# Where does the tridiagonal $E\otimes e$ matrix come from, and how big must it be for Li$_3$?

**Question.** Papers on the linear $E\otimes e$ Jahn–Teller problem write down a tridiagonal matrix with $m, m+1, m+2,\dots$ on the diagonal and $k\sqrt m,\ k\sqrt1,\ k\sqrt{m+1},\ k\sqrt2,\dots$ next to it. I cannot reconstruct it. Why do two vibrational modes and two electronic states collapse onto one chain, and why do the square roots alternate? Is there a case that can be solved by hand, to test my code? I want to use it for Li$_3$ and do not know how many basis functions to keep.

---

**Answer.** The chain exists because one angular momentum $j$ is conserved and the coupling changes the number of vibrational quanta by one. The roots alternate because the chain adds right- and left-circular quanta in turn. The matrix is that of Longuet-Higgins, Öpik, Pryce and Sack (1958). It has exact eigenvalues at special couplings, the simplest physical one being $E=19/16$ for $j=3/2$, $k^2=5/8$. For Li$_3$ about eight functions per $j$ are enough for the lowest levels.

## Model and units

Atomic units, $\hbar=1$. The $e'$ mode of the trimer has coordinates $Q_x,Q_y$, mass $M$ and frequency $\omega$. The degenerate electronic pair at the equilateral geometry splits linearly, by $\pm\kappa|Q|$. Measure lengths in $\ell_0=(M\omega)^{-1/2}$ and energies in $\omega$, with the energy zero at the conical intersection, and put $x+iy=\rho e^{i\phi}$ and $k=\kappa/\sqrt{M\omega^3}$. Take the complex diabatic pair $|+\rangle,|-\rangle$ with $\sigma_z|\pm\rangle=\pm|\pm\rangle$, $\sigma_-=|-\rangle\langle+|$, $\sigma_+=|+\rangle\langle-|$. Electron spin is left out. Then

$$H=\tfrac12\left(-\nabla^2+\rho^2\right)+k\rho\left(e^{i\phi}\sigma_-+e^{-i\phi}\sigma_+\right).$$

The adiabatic surfaces are $\tfrac12\rho^2\pm k\rho$. The lower one has a circular trough at $\rho=k$ of depth $E_{JT}=k^2/2$, so $k^2=2E_{JT}/\omega$ in any units. Some texts define $k$ with another factor of $\sqrt2$, so check this relation before comparing numbers.

## The conserved $j$ and the radial equations

The factor $e^{i\phi}$ raises $L=-i\partial_\phi$ by one and $\sigma_-$ lowers $\tfrac12\sigma_z$ by one. Hence $J=L+\tfrac12\sigma_z$ commutes with $H$. The nuclear functions that multiply the diabatic states are single-valued, so $l$ is an integer and $j$ is half an odd integer. Complex conjugation together with $|+\rangle\leftrightarrow|-\rangle$ maps $j$ to $-j$, so every level is a pair and $j>0$ suffices. With $m=j+\tfrac12=1,2,\dots$,

$$\Psi=f(\rho)\,e^{i(m-1)\phi}|+\rangle+g(\rho)\,e^{im\phi}|-\rangle ,$$

and the angular factors cancel in the coupling:

$$(h_{m-1}-E)f+k\rho\,g=0,\qquad (h_m-E)g+k\rho\,f=0,$$

$$h_l=-\tfrac12\left(\partial_\rho^2+\rho^{-1}\partial_\rho-l^2\rho^{-2}\right)+\tfrac12\rho^2 .$$

These are the two radial equations, with $l=j-\tfrac12$ and $l=j+\tfrac12$.

The Born–Oppenheimer form follows in two steps. Removing $\rho^{-1/2}$ from $f$ and $g$ turns $l^2$ into $l^2-\tfrac14$, which is $j(j-1)$ for $f$ and $j(j+1)$ for $g$. For $\chi_\pm=\sqrt{\rho/2}\,(f\pm g)$,

$$\left[-\tfrac12\partial_\rho^2+\tfrac12\rho^2\pm k\rho+\frac{j^2}{2\rho^2}-E\right]\chi_\pm=\frac{j}{2\rho^2}\,\chi_\mp .$$

The right side is the whole non-adiabatic coupling. For large $k$, drop it and set $\rho=k$ in the centrifugal term. The lowest level is then

$$E\approx-\tfrac12k^2+\tfrac12+\frac{j^2}{2k^2}\qquad\text{(trough formula)}.$$

Averaging $\rho^{-2}$ over the radial zero-point motion, with $\langle(\rho-k)^2\rangle=\tfrac12$, multiplies the last term by $1+3/(2k^2)$. At fixed $j$ this is the first correction.

## The oscillator basis

Define $a_\pm=(a_x\mp ia_y)/\sqrt2$. With $x=(a_x+a_x^\dagger)/\sqrt2$ and the same for $y$,

$$\rho e^{i\phi}=a_+^\dagger+a_-,\qquad \rho e^{-i\phi}=a_++a_-^\dagger ,$$

the oscillator energy is $n_++n_-+1$ and $l=n_+-n_-$. At fixed $j$ the available states $|n_+,n_-;\pm\rangle$, numbered $n=0,1,2,\dots$ with $s=0,1,2,\dots$, are

- $n=2s$: $|m-1+s,\ s;+\rangle$, energy $m+2s$,
- $n=2s+1$: $|m+s,\ s;-\rangle$, energy $m+2s+1$.

There is exactly one state for each total number of quanta from $m-1$ upward, and the coupling changes that number by one. That is the reason for the tridiagonal form. The step from $2s$ to $2s+1$ is made by $\sigma_-a_+^\dagger$, with element $\sqrt{m+s}$. The step from $2s+1$ to $2s+2$ is made by $\sigma_+a_-^\dagger$, with element $\sqrt{s+1}$. So

$$H^{(j)}=\begin{pmatrix}m&k\sqrt m\\ k\sqrt m&m+1&k\sqrt1\\ &k\sqrt1&m+2&k\sqrt{m+1}\\ &&k\sqrt{m+1}&m+3&k\sqrt2\\ &&&k\sqrt2&\ddots\end{pmatrix}.$$

Call the element between $n-1$ and $n$ $kb_n$. Then $b_n^2=n/2$ for even $n$ and $b_n^2=n/2+j$ for odd $n$.

In position space the same basis has radial parts

$$R_{s,l}=(-1)^s\sqrt{\frac{2\,s!}{(s+l)!}}\;\rho^l L_s^{l}(\rho^2)\,e^{-\rho^2/2},$$

normalised with weight $\rho\,d\rho$, with $f=\sum_s c_{2s}R_{s,m-1}$ and $g=\sum_s c_{2s+1}R_{s,m}$. The factor $(-1)^s$ makes all $b_n$ positive. For example $\langle R_{1,m-1}|\rho|R_{0,m}\rangle=[(m+1)!-m\,m!]/m!=1$. Without that factor every second off-diagonal changes sign and the eigenvalues do not, since only $b_n^2$ enters them.

## The continued fraction

The eigenvalue equation is the recurrence

$$kb_n c_{n-1}+(m+n-E)\,c_n+kb_{n+1}c_{n+1}=0,\qquad b_0=0 .$$

Define $t_n$ by $c_n/c_{n-1}=-kb_n/t_n$. Row $n\ge1$ becomes $t_n=m+n-E-k^2b_{n+1}^2/t_{n+1}$ and row $0$ becomes $m-E=k^2m/t_1$:

$$E=m-\cfrac{mk^2}{m+1-E-\cfrac{k^2}{m+2-E-\cfrac{(m+1)k^2}{m+3-E-\cfrac{2k^2}{m+4-E-\cdots}}}}$$

For large $n$, $b_n\simeq\sqrt{n/2}$ and the recurrence has two solutions, with ratios $-k/\sqrt{2n}$ and $-\sqrt{2n}/k$. Only the first is normalisable, and by Pincherle's theorem it is the one the fraction represents. Evaluate the fraction from the bottom up. Upward recursion in floating point picks up the growing solution. Cutting the fraction after $N$ diagonal terms gives the same roots as the $N\times N$ matrix, and the lowest root $E^{(N)}$ is a variational upper bound. For $N=2$,

$$E^{(2)}=m+\tfrac12-\sqrt{\tfrac14+mk^2}.$$

This is correct through order $k^2$, but at large $k$ it falls as $-k\sqrt m$ where the true level falls as $-k^2/2$. No fixed $N$ serves for all $k$.

## Cases that close exactly

Write $f=e^{-\rho^2/2}\mathcal F$, $g=e^{-\rho^2/2}\mathcal G$. Then $h_l$ becomes $T_l=-\tfrac12(\partial_\rho^2+\rho^{-1}\partial_\rho-l^2\rho^{-2})+\rho\partial_\rho+1$. A Gaussian displaced to the trough, $e^{-\rho^2/2+k\rho\cos\phi}$, has angular components $e^{-\rho^2/2}I_l(k\rho)$, which suggests the modified Bessel functions $u=I_{m-1}(k\rho)$ and $w=I_m(k\rho)$. They obey $\rho u'=(m-1)u+k\rho w$ and $\rho w'=-mw+k\rho u$, and the radial Laplacian of matching order returns $k^2$ times the function. With $\varepsilon=E+k^2/2$ this gives

$$(T_{m-1}-E)\,u=(m-\varepsilon)u+k\rho w,$$
$$(T_m-E)\,w=(1-m-\varepsilon)w+k\rho u,$$
$$(T_{m-1}-E)\,\rho w=-ku+(2-m-\varepsilon)\rho w+k\rho^2u,$$
$$(T_m-E)\,\rho u=-kw+(m+1-\varepsilon)\rho u+k\rho^2w .$$

**One term per component.** Try $\mathcal F=u$, $\mathcal G=-w$. The $k\rho$ terms cancel against the coupling, leaving $\varepsilon=m$ and $\varepsilon=1-m$. So $m=\tfrac12$, $j=0$, $E=\tfrac12-\tfrac12k^2$ for every $k$. This $j$ is not allowed for the molecule, but the matrix is well defined: $b_n^2=n/2$ for all $n$, which is the displaced one-dimensional oscillator $a^\dagger a+\tfrac12+(k/\sqrt2)(a+a^\dagger)$. Its spectrum is $v+\tfrac12-\tfrac12k^2$, $v=0,1,2,\dots$, and its ground state has Poisson weights

$$c_n^2=e^{-\lambda}\lambda^n/n!,\qquad \lambda=k^2/2=E_{JT}/\omega .$$

Physical $j$ differ from this chain by the extra $j$ in the odd $b_n^2$ and by a constant shift $j$ of the diagonal.

**Two terms per component.** Try $\mathcal F=Au+B\rho w$, $\mathcal G=Cw+D\rho u$. The coefficients of $u,\ \rho w,\ \rho^2u$ in the first radial equation and of $w,\ \rho u,\ \rho^2 w$ in the second must vanish:

$$A(m-\varepsilon)=kB,\qquad C(1-m-\varepsilon)=kD,\qquad D=-B,$$
$$k(A+C)+B(2-m-\varepsilon)=0,\qquad k(A+C)+D(m+1-\varepsilon)=0 .$$

Subtracting the last two, with $D=-B\neq0$, gives $\varepsilon=\tfrac32$. With $B=1$, $A=k/(j-1)$ and $C=k/(j+1)$, and the remaining condition reads $2jk^2/(j^2-1)=j$. Therefore

$$k^2=\tfrac12(j^2-1),\qquad E=\tfrac32-\tfrac12k^2,$$
$$f=e^{-\rho^2/2}\left[\frac{k\,I_{j-1/2}(k\rho)}{j-1}+\rho\,I_{j+1/2}(k\rho)\right],\quad g=e^{-\rho^2/2}\left[\frac{k\,I_{j+1/2}(k\rho)}{j+1}-\rho\,I_{j-1/2}(k\rho)\right].$$

These belong to the isolated exact solutions found by Judd (1979). They need $j>1$:

| $j$ | $k^2$ | $E$ |
|---|---|---|
| $3/2$ | $5/8$ | $19/16$ |
| $5/2$ | $21/8$ | $3/16$ |
| $7/2$ | $45/8$ | $-21/16$ |

Each is the lowest level of its block. Clearly $f>0$. Term-by-term comparison of the series gives $I_m(z)<zI_{m-1}(z)/2m$, so the first term of $g$ is less than $(j-1)/4m<1$ times the second, and $g<0$. In terms of $f$ and $-g$ the coupling is attractive, so the lowest state has both positive, and no state orthogonal to it can share that property.

They also test the trough formula. At these points $\varepsilon-\tfrac12$ equals $1$ exactly, while $j^2/2k^2=j^2/(j^2-1)$, which is $1.8$ for $j=3/2$ and tends to $1$ as $j$ and $k$ grow.

## The smallest case against the matrix

Take $j=3/2$, $m=2$, $k^2=5/8$. The diagonal is $2,3,4,\dots$ and $b_n^2=2,1,3,2,4,3,\dots$. Two functions give $\tfrac52-\sqrt{3/2}$, and three give the lowest root of $(2-E)\left[(3-E)(4-E)-\tfrac58\right]=\tfrac54(4-E)$.

| $N$ | 1 | 2 | 3 | 4 | 6 | exact |
|---|---|---|---|---|---|---|
| $E^{(N)}$ | 2 | 1.2753 | 1.2047 | 1.1891 | 1.18751 | 1.1875 |

The eigenvector can be compared as well. At $E=19/16$, row $0$ demands $t_1=(5/4)/(13/16)=20/13$, and exact upward recursion gives $t_2=130/57$ and $t_3=342/97$. The fraction evaluated downward from $t_{10}=m+10-E$ returns $20/13$ to better than one part in $10^6$, which confirms that $19/16$ is a root. The matrix thus predicts

$$c_1/c_0=-\sqrt{5/4}\cdot\tfrac{13}{20}=-\tfrac{13\sqrt5}{40}=-0.7267 .$$

The Bessel solution gives the same ratio without the matrix. Use

$$\int_0^\infty\rho^{l+1}e^{-p\rho^2}I_l(k\rho)\,d\rho=\frac{k^l}{(2p)^{l+1}}\,e^{k^2/4p}$$

at $p=1$, and minus its $p$-derivative for an extra factor $\rho^2$. With $A=2k$, $C=2k/5$, $R_{0,1}=\sqrt2\rho\,e^{-\rho^2/2}$ and $R_{0,2}=\rho^2e^{-\rho^2/2}$,

$$c_0=\sqrt2\left[2k\cdot\tfrac k4+\tfrac{k^2}8\right]e^{k^2/4}=\tfrac{25\sqrt2}{64}\,e^{k^2/4},$$
$$c_1=\left[\tfrac{2k}5\cdot\tfrac{k^2}8-\tfrac k4\left(2+\tfrac{k^2}4\right)\right]e^{k^2/4}=-\tfrac{65k}{128}\,e^{k^2/4}.$$

The ratio is $-\tfrac{13}{10}k/\sqrt2=-13\sqrt5/40$. Radial equations, matrix and continued fraction agree on the energy and on the state.

## Basis size from $k^2$

Let $c$ be the exact lowest eigenvector and keep its first $N$ components as a trial vector. $H^{(j)}$ links the kept and the discarded part through the single element $kb_N$, and the $c_n$ alternate in sign because all off-diagonals are positive. The Rayleigh quotient then gives

$$E^{(N)}-E\le\frac{kb_N\,|c_{N-1}c_N|}{\sum_{n<N}c_n^2}.$$

For the Poisson chain $kb_N=\sqrt{\lambda N}$ and $|c_N/c_{N-1}|=\sqrt{\lambda/N}$, so the right side is

$$\Delta_N=\frac{\lambda^N/(N-1)!}{\sum_{n<N}\lambda^n/n!}.$$

This is a strict bound for $j=0$ and an estimate for small physical $j$. The weights peak near $n=k^2/2$, the oscillator potential energy at the trough radius, with width $k/\sqrt2$. The basis must pass the peak by several widths, $N\approx k^2/2+z\,k/\sqrt2$, where $z$ follows from setting $\Delta_N$ equal to the tolerance. The estimate is for the lowest level of a block, and radially excited levels need more functions.

## Li$_3$

As approximate inputs for the $X\,^2E'$ state take $\omega\approx280\ \mathrm{cm^{-1}}$ and $E_{JT}\approx500\ \mathrm{cm^{-1}}$. Then $k^2=3.57$, which I round to $3.6$, so $\lambda=1.8$, $k=1.90$, the width is $\sqrt\lambda=1.34$ and the model trough is $504\ \mathrm{cm^{-1}}$ deep. This lies between the exact points $21/8$ and $45/8$, which therefore test a code on both sides of the working value. The coupling is strong in the sense that the lowest levels lie below the intersection, though $k^2$ is not asymptotically large.

For $j=1/2$ the diagonal is $1,2,3,\dots$ and $b_n^2=1,1,2,2,3,3,\dots$. The digits below describe the model at $k^2=3.6$ exactly, and the truncation error is taken against $N=30$.

| $N$ | $E^{(N)}/\omega$ | truncation error / cm$^{-1}$ | $\Delta_N\,\omega$ / cm$^{-1}$ |
|---|---|---|---|
| 2 | $-0.4621$ | 217 | 324 |
| 4 | $-1.0811$ | 44 | 91 |
| 6 | $-1.2153$ | 6.0 | 13 |
| 8 | $-1.2352$ | 0.47 | 1.0 |
| 10 | $-1.2368$ | 0.02 | 0.046 |
| 30 | $-1.2369$ | | |

The estimate from $k^2$ alone lies above the actual truncation error in every row, by about a factor of two from $N=4$ on. It asks for $N=8$ to reach about $1\ \mathrm{cm^{-1}}$, which is $z=4.6$. The same cut-off without use of $j$, all states up to seven quanta times two electronic states, has dimension 72.

For $j=3/2$ the converged level is $-0.9256\,\omega$, and $N=8$ leaves $0.3\ \mathrm{cm^{-1}}$. The pseudorotation gap is

$$E_{3/2}-E_{1/2}=0.3113\,\omega ,$$

and the ground level lies $0.563\,\omega$ above the trough bottom. The trough formula gives $-1.27$, $-0.99$ and a gap $1/k^2=0.28$. Its first correction has relative size $3/(2k^2)=0.42$ here, so its rotational term is good to one figure at best and the matrix is needed.

## What the linear model omits

Threefold symmetry also allows the term $\gamma\rho^2(e^{-2i\phi}\sigma_-+e^{2i\phi}\sigma_+)$, with quadratic coupling constant $\gamma$. It changes $j$ by $\mp3$. For $\gamma\rho\ll k$ the lower surface becomes $\tfrac12\rho^2-k\rho-\gamma\rho^2\cos3\phi$, that is, a warping $-\tfrac12\delta\cos3\phi$ along the trough with barrier $\delta\approx2\gamma k^2$. Take $\delta\approx70\ \mathrm{cm^{-1}}$ as an approximate input for Li$_3$. On the trough the warping connects $j$ with $j\pm3$ by an element of size $\delta/4=17.5\ \mathrm{cm^{-1}}$.

- The pair $j=\pm3/2$ is coupled directly and splits by about $\delta/2=35\ \mathrm{cm^{-1}}$, a fraction $0.4$ of the gap.
- The level $j=1/2$ moves only in second order. Its nearest partner is $j=-5/2$, about $3\omega/k^2=233\ \mathrm{cm^{-1}}$ higher by the trough formula, which lowers it by roughly $1.3\ \mathrm{cm^{-1}}$.

So the linear gap locates, to first order in $\delta$, only the centre of the split $j=\pm3/2$ pair, and convergence beyond $N=8$ is finer than the model. With $\gamma$ included, the chains $j, j\pm3,\dots$ become coupled blocks of one matrix, each still sized by the estimate above. The breathing mode and anharmonicity are also absent, and the inputs carry two figures.

## Conversion

In atomic units $\omega=1.276\times10^{-3}\,E_h$. For $^7$Li$_3$, with $Q^2$ the sum of the squared atomic displacements, $M$ is the atomic mass, about $7.016$ u $=1.279\times10^4\,m_e$. Then $\ell_0=0.248\,a_0$ and $\kappa=k\omega/\ell_0=9.8\times10^{-3}\,E_h/a_0$. The trough radius is $k\ell_0=0.47\,a_0=0.25$ Å, and each atom is displaced by $1/\sqrt3$ of this, $0.14$ Å. The $j=1/2$ level lies at $-1.6\times10^{-3}\,E_h=-3.5\times10^{2}\ \mathrm{cm^{-1}}$ relative to the intersection, which is $1.6\times10^{2}\ \mathrm{cm^{-1}}$ above the trough bottom. The gap to $j=3/2$ is $4.0\times10^{-4}\,E_h=87\ \mathrm{cm^{-1}}=11$ meV, against $78\ \mathrm{cm^{-1}}$ from the trough formula.